**A counted-screening rule for the ionisation energies of nickel ions**

The table holds ionisation energies of nickel ions from Ni to Ni27+ as total-energy differences of a spherical all-electron Kohn-Sham atom (LDA-VWN5, scalar-relativistic, spin-polarised), with mean orbital radii and NIST values. The program tests IE = Ry (Z − s)²/n², with s counted as 0.70 per electron of the same n and 0.80 or 0.85 per inner electron for s or p removal, plus a relativistic factor for s levels, and compares it with Slater's rules and with the net charge alone. For charge 10 and above the rule is within 0.68 % rms of the calculation and 0.88 % rms of NIST, worst at Ni13+, and four ions outside the fit come within about 0.8 %. It is 45 % to more than 400 % too high for the 3d rows and the neutral atom. The output also gives the screening slopes read from energies and from radii, the steps at half-filled p shells and the self-interaction remainder of Ni27+.

Nickel atom and ions in NIST's ground configurations, computed with Quantum ESPRESSO 7.5 (ld1.x) using all-electron, scalar-relativistic, spin-polarised Kohn–Sham LDA (VWN5 correlation). Densities are spherical, open shells are filled at highest spin and the nucleus is a point. Each ionisation energy is the difference of total energies on removing one electron.

## Analysis program

```python
# Table: ionisation energies (IE) of Ni ions as total-energy differences, ld1.x all-electron atom,
# LDA-VWN5, scalar-relativistic, spin-polarised; NIST values for comparison.
# Tested: hand rule IE = Ry (Z-s)^2/n^2 with counted screening, against Slater's rules and net charge.
T = {
    'ion': ['Ni', 'Ni+', 'Ni6+', 'Ni7+', 'Ni10+', 'Ni11+', 'Ni13+', 'Ni14+', 'Ni15+', 'Ni17+', 'Ni18+', 'Ni19+', 'Ni20+', 'Ni22+', 'Ni23+', 'Ni24+', 'Ni25+', 'Ni27+'],
    'Z': [28, 28, 28, 28, 28, 28, 28, 28, 28, 28, 28, 28, 28, 28, 28, 28, 28, 28],
    'charge': [0, 1, 6, 7, 10, 11, 13, 14, 15, 17, 18, 19, 20, 22, 23, 24, 25, 27],  # e
    'N': [28, 27, 22, 21, 18, 17, 15, 14, 13, 11, 10, 9, 8, 6, 5, 4, 3, 1],
    'configuration': ['[Ar] 3d8 4s2', '[Ar] 3d9', '[Ar] 3d4', '[Ar] 3d3', '[Ne] 3s2 3p6', '[Ne] 3s2 3p5', '[Ne] 3s2 3p3', '[Ne] 3s2 3p2', '[Ne] 3s2 3p1', '[Ne] 3s1', '[He] 2s2 2p6', '[He] 2s2 2p5', '[He] 2s2 2p4', '[He] 2s2 2p2', '[He] 2s2 2p1', '[He] 2s2', '[He] 2s1', '1s1'],
    'removed': ['4s', '3d', '3d', '3d', '3p', '3p', '3p', '3p', '3p', '3s', '2p', '2p', '2p', '2p', '2p', '2s', '2s', '1s'],
    'ionisation_energy': [7.26729, 19.946, 134.474, 162.907, 320.366, 352.355, 427.044, 461.84, 496.708, 608.515, 1545.32, 1648.61, 1751.54, 2005.9, 2117.29, 2289.21, 2397.59, 10748.1],  # eV
    'highest_level_mean_radius': [2.8208, 1.0827, 0.75071, 0.71946, 0.67338, 0.66155, 0.63648, 0.6261, 0.61616, 0.60863, 0.21071, 0.20731, 0.20413, 0.19651, 0.19367, 0.22363, 0.2213, 0.052938],  # bohr
    'highest_level': ['4s down', '3d down', '3d up', '3d up', '3p', '3p down', '3p up', '3p up', '3p up', '3s up', '2p', '2p down', '2p down', '2p up', '2p up', '2s', '2s up', '1s up'],
    'nist': [7.639878, 18.168838, 132.0, 162.0, 319.5, 351.6, 429.3, 462.8, 495.4, 607.02, 1540.1, 1646.0, 1758.0, 2008.1, 2130.5, 2295.6, 2399.259, 10775.395],  # eV
    'nist_kind': ['measured', 'measured', 'theory', 'theory', 'semi-empirical', 'semi-empirical', 'semi-empirical', 'semi-empirical', 'semi-empirical', 'semi-empirical', 'measured', 'semi-empirical', 'semi-empirical', 'semi-empirical', 'semi-empirical', 'semi-empirical', 'theory', 'theory'],
    'nist_unc': [1.7e-05, 2.5e-05, 2.0, 2.1, 0.7, 0.3, 0.8, 1.1, 1.7, 0.019, 0.5, 3.0, 4.0, 1.3, 0.9, 2.1, 0.007, 0.0004],  # eV
    'error': [-0.373, 1.78, 2.47, 0.907, 0.866, 0.755, -2.26, -0.96, 1.31, 1.49, 5.22, 2.61, -6.46, -2.2, -13.2, -6.39, -1.66, -27.3],  # eV
}
import numpy as np
from scipy.constants import physical_constants as pc, alpha
Ry = pc['Rydberg constant times hc in eV'][0]; mc2 = pc['electron mass energy equivalent in MeV'][0]*1e6
Z = int(T['Z'][0]); P = (0.70, 0.80, 0.85)
ion, rem, q = T['ion'], T['removed'], np.array(T['charge'], float)
IE, ref, unc, rad = (np.array(T[k], float) for k in ('ionisation_energy', 'nist', 'nist_unc', 'highest_level_mean_radius'))
def occ(c):
    for k, v in (('[Ar]', '[Ne] 3s2 3p6'), ('[Ne]', '[He] 2s2 2p6'), ('[He]', '1s2')): c = c.replace(k, v)
    return {w[:2]: int(w[2:]) for w in c.split()}
def cnt(o, r):
    same = sum(v for k, v in o.items() if k[0] == r[0]) - 1; inn = sum(v for k, v in o.items() if k[0] < r[0])
    return np.array([same, inn*(r[1] == 's'), inn*(r[1] != 's')], float)
rel = lambda r: 1 + (Z*alpha)**2*(int(r[0]) - .75)/int(r[0])**2 if r[1] == 's' else 1.0
rule = lambda o, r, p=P: Ry*(Z - cnt(o, r) @ np.array(p))**2/int(r[0])**2*rel(r)
def slater(o):
    E = 0.0
    for k, v in o.items():
        n, d, s = int(k[0]), k[1] == 'd', 0.0
        for j, w in o.items():
            m = int(j[0])
            if m == n and (j[1] == 'd') == d: s += (w - (j == k))*(.30 if n == 1 else .35)
            elif m < n or (d and m == n): s += w*(.85 if (m == n - 1 and not d) else 1)
        E += v*(Z - s)**2/(3.7 if n == 4 else n)**2
    return Ry*E
O = [occ(c) for c in T['configuration']]; ix = {a: i for i, a in enumerate(ion)}
F = [{**o, r: o[r] - 1} for o, r in zip(O, rem)]; F[ix['Ni']] = O[ix['Ni+']]
n = np.array([int(r[0]) for r in rem]); R = np.array([rel(r) for r in rem]); X = np.array([cnt(o, r) for o, r in zip(O, rem)])
zi = n*np.sqrt(IE/Ry/R); ok = q >= 10
fit = np.linalg.lstsq(X[ok], Z - zi[ok], rcond=None)[0]
M = np.array([rule(o, r) for o, r in zip(O, rem)]); S = np.array([slater(o) - slater(f) for o, f in zip(O, F)])
pe = lambda a, b: 100*(a/b - 1)
print(f"Ry {Ry:.4f} eV; screening used: same n {P[0]}, inner for s {P[1]}, inner for p (and d) {P[2]}")
print("least squares, charge >= 10: same n %.3f, inner s %.3f, inner p %.3f; table rounding <= 0.0005 %%" % tuple(fit))
print("ion shell | Z-s from IE, Z-s rule | rule eV | rule-calc %, rule-NIST %, calc-NIST %, NIST unc % | Slater-calc %")
for i, a in enumerate(ion):
    print(f"{a:5s} {rem[i]} | {zi[i]:6.2f} {Z - X[i] @ P:6.2f} | {M[i]:8.1f} | {pe(M, IE)[i]:+7.2f} {pe(M, ref)[i]:+7.2f} {pe(IE, ref)[i]:+5.2f} {100*unc[i]/ref[i]:4.2f} | {pe(S, IE)[i]:+6.1f}")
for lab, e in (('rule vs calc', pe(M, IE)), ('rule without s factor vs calc', pe(M/R, IE)), ('rule vs NIST', pe(M, ref)), ('calc vs NIST', pe(IE, ref)),
               ('Slater vs calc', pe(S, IE)), ('net charge q+1 vs calc', pe(Ry*(q + 1)**2/n**2, IE))):
    w = np.argmax(abs(e)*ok); print(f"charge >= 10, {lab}: rms {np.sqrt(np.mean(e[ok]**2)):.2f} %, worst {ion[w]} {e[w]:+.2f} %")
# further outputs of the same calculation (IE in eV; not table rows, not in the fit)
ex = {'Ni12+': ('[Ne] 3s2 3p4', '3p', 384.5374), 'Ni16+': ('[Ne] 3s2', '3s', 570.041), 'Ni21+': ('[He] 2s2 2p3', '2p', 1893.833), 'Ni26+': ('1s2', '1s', 10272.17)}
ie2, n12, n21, EH, EX = 36.33913, 384.5, 1880.0, 8.87015, -7.678397  # Ni2+ IE; NIST Ni12+, Ni21+; Ni27+ hartree
print("ions outside fit, rule eV (vs calc): " + "; ".join(f"{a} {rule(occ(c), r):.1f} ({pe(rule(occ(c), r), e):+.2f} %)" for a, (c, r, e) in ex.items()))
for a in ('Ni17+', 'Ni18+'):
    i = ix[a]; print(f"worked {a}: same n {X[i,0]:.0f}, inner {X[i,1:].sum():.0f}, s {X[i] @ P:.2f}, (Z-s)^2 {(Z - X[i] @ P)**2:.2f}, Ry/n^2 {Ry/n[i]**2:.4f}, factor {R[i]:.4f}, rule-calc {M[i]-IE[i]:+.1f} eV, rule-NIST {M[i]-ref[i]:+.1f} eV")
i, j = ix['Ni17+'], ix['Ni18+']; print(f"jump Ni18+/Ni17+: calc {IE[j]/IE[i]:.3f}, rule {M[j]/M[i]:.3f}, n^2 part {9/4:.2f}, remainder {IE[j]/IE[i]/2.25:.3f}")
sl = []
for s, a, b in (('2p', 'Ni23+', 'Ni18+'), ('3p', 'Ni15+', 'Ni10+')):
    i, j = ix[a], ix[b]; c = (3*n[i]**2 - 2)/2; sl.append(((zi[i] - zi[j])/5, (c/rad[i] - c/rad[j])/5))
    print(f"{s} charge lost per added electron: from IE {sl[-1][0]:.3f}, from hydrogenic radius {sl[-1][1]:.3f}, ratio {sl[-1][0]/sl[-1][1]:.2f}")
g = lambda v, a: v[ix[a]]; st = []
for s, a, b, c, m, mn in (('3p', 'Ni11+', 'Ni13+', 'Ni14+', ex['Ni12+'][2], n12),):
    st = np.diff([g(IE, a), m, g(IE, b), g(IE, c)]); print("3p steps p5-p4-p3-p2 eV: calc", st.round(1), "NIST", np.diff([g(ref, a), mn, g(ref, b), g(ref, c)]).round(1))
s2 = np.diff([g(IE, 'Ni19+'), g(IE, 'Ni20+'), ex['Ni21+'][2], g(IE, 'Ni22+')])
print("2p steps p5-p4-p3-p2 eV: calc", s2.round(1), "NIST", np.diff([g(ref, 'Ni19+'), g(ref, 'Ni20+'), n21, g(ref, 'Ni22+')]).round(1), f"; Ni21+ calc-NIST {ex['Ni21+'][2]-n21:+.1f}")
z2 = 3*np.sqrt(ie2/Ry); print(f"3d charge lost per electron from IE: d3-d4 {g(zi,'Ni7+')-g(zi,'Ni6+'):.2f}, d4-d8 {(g(zi,'Ni6+')-z2)/4:.2f}, d8-d9 {z2-g(zi,'Ni+'):.2f}")
print("3d with all 18 core electrons screening fully, vs calc: " + ", ".join(f"{a} {pe(Ry*(Z - 18 - .7*(O[ix[a]]['3d'] - 1))**2/9, g(IE, a)):+.0f} %" for a in ('Ni7+', 'Ni6+', 'Ni+')))
print("IE error for 0.1 error in s: " + ", ".join(f"{a} {20/g(zi, a):.1f} %" for a in ('Ni23+', 'Ni10+', 'Ni6+', 'Ni+')))
si = (EH + EX)*2*Ry; D = mc2*(1 - np.sqrt(1 - (Z*alpha)**2))
print(f"Ni27+ eV: Z^2 Ry {Z*Z*Ry:.1f}, Dirac {D:.1f}, self-interaction {si:.1f}, calc+that {g(IE,'Ni27+')+si:.1f}, Dirac-NIST {D-g(ref,'Ni27+'):.1f}")
print("calc within NIST uncertainty:", ", ".join(a for i, a in enumerate(ion) if abs(IE[i] - ref[i]) <= unc[i]))
assert abs(pe(M, IE)[ok]).max() < 2 and pe(M, IE)[~ok].min() > 20
assert all(0.6 < a < 0.8 and 1.5 < a/b < 2.5 for a, b in sl)
assert st[1] > max(st[0], st[2]) and s2[1] > max(s2[0], s2[2])
```

Running it gives:

```
Ry 13.6057 eV; screening used: same n 0.7, inner for s 0.8, inner for p (and d) 0.85
least squares, charge >= 10: same n 0.715, inner s 0.803, inner p 0.840; table rounding <= 0.0005 %
ion shell | Z-s from IE, Z-s rule | rule eV | rule-calc %, rule-NIST %, calc-NIST %, NIST unc % | Slater-calc %
Ni    4s |   2.91   6.50 |     36.2 | +398.57 +374.25 -4.88 0.00 | +129.4
Ni+   3d |   3.63   8.30 |    104.1 | +422.13 +473.20 +9.78 0.00 |  -20.1
Ni6+  3d |   9.43  11.80 |    210.5 |  +56.53  +59.47 +1.87 1.52 |  -31.5
Ni7+  3d |  10.38  12.50 |    236.2 |  +45.00  +45.81 +0.56 1.30 |  -32.0
Ni10+ 3p |  14.56  14.60 |    322.2 |   +0.59   +0.86 +0.27 0.22 |   -6.7
Ni11+ 3p |  15.27  15.30 |    353.9 |   +0.43   +0.65 +0.21 0.09 |   -5.7
Ni13+ 3p |  16.81  16.70 |    421.6 |   -1.27   -1.79 -0.53 0.19 |   -5.7
Ni14+ 3p |  17.48  17.40 |    457.7 |   -0.90   -1.10 -0.21 0.24 |   -4.8
Ni15+ 3p |  18.13  18.10 |    495.3 |   -0.29   -0.03 +0.26 0.34 |   -3.8
Ni17+ 3s |  19.96  20.00 |    611.0 |   +0.41   +0.66 +0.25 0.00 |   -8.4
Ni18+ 2p |  21.31  21.40 |   1557.7 |   +0.80   +1.14 +0.34 0.03 |   -0.7
Ni19+ 2p |  22.02  22.10 |   1661.3 |   +0.77   +0.93 +0.16 0.18 |   -0.3
Ni20+ 2p |  22.69  22.80 |   1768.2 |   +0.95   +0.58 -0.37 0.23 |   +0.2
Ni22+ 2p |  24.28  24.20 |   1992.0 |   -0.69   -0.80 -0.11 0.06 |   -0.9
Ni23+ 2p |  24.95  24.90 |   2108.9 |   -0.40   -1.01 -0.62 0.04 |   -0.5
Ni24+ 2s |  25.77  25.70 |   2275.9 |   -0.58   -0.86 -0.28 0.09 |   -2.7
Ni25+ 2s |  26.38  26.40 |   2401.6 |   +0.17   +0.10 -0.07 0.00 |   -1.9
Ni27+ 1s |  27.96  28.00 |  10778.2 |   +0.28   +0.03 -0.25 0.00 |   -0.8
charge >= 10, rule vs calc: rms 0.68 %, worst Ni13+ -1.27 %
charge >= 10, rule without s factor vs calc: rms 0.91 %, worst Ni24+ -1.86 %
charge >= 10, rule vs NIST: rms 0.88 %, worst Ni13+ -1.79 %
charge >= 10, calc vs NIST: rms 0.31 %, worst Ni23+ -0.62 %
charge >= 10, Slater vs calc: rms 4.06 %, worst Ni17+ -8.42 %
charge >= 10, net charge q+1 vs calc: rms 22.30 %, worst Ni10+ -42.90 %
ions outside fit, rule eV (vs calc): Ni12+ 387.0 (+0.64 %); Ni16+ 569.0 (-0.18 %); Ni21+ 1878.4 (-0.81 %); Ni26+ 10246.0 (-0.25 %)
worked Ni17+: same n 0, inner 10, s 8.00, (Z-s)^2 400.00, Ry/n^2 1.5117, factor 1.0104, rule-calc +2.5 eV, rule-NIST +4.0 eV
worked Ni18+: same n 7, inner 2, s 6.60, (Z-s)^2 457.96, Ry/n^2 3.4014, factor 1.0000, rule-calc +12.4 eV, rule-NIST +17.6 eV
jump Ni18+/Ni17+: calc 2.539, rule 2.549, n^2 part 2.25, remainder 1.129
2p charge lost per added electron: from IE 0.727, from hydrogenic radius 0.418, ratio 1.74
3p charge lost per added electron: from IE 0.714, from hydrogenic radius 0.345, ratio 2.07
3p steps p5-p4-p3-p2 eV: calc [32.2 42.5 34.8] NIST [32.9 44.8 33.5]
2p steps p5-p4-p3-p2 eV: calc [102.9 142.3 112.1] NIST [112.  122.  128.1] ; Ni21+ calc-NIST +13.8
3d charge lost per electron from IE: d3-d4 0.95, d4-d8 1.13, d8-d9 1.27
3d with all 18 core electrons screening fully, vs calc: Ni7+ -31 %, Ni6+ -30 %, Ni+ +47 %
IE error for 0.1 error in s: Ni23+ 0.8 %, Ni10+ 1.4 %, Ni6+ 2.1 %, Ni+ 5.5 %
Ni27+ eV: Z^2 Ry 10666.9, Dirac 10780.6, self-interaction 32.4, calc+that 10780.5, Dirac-NIST 5.2
calc within NIST uncertainty: Ni7+, Ni14+, Ni15+, Ni19+
```
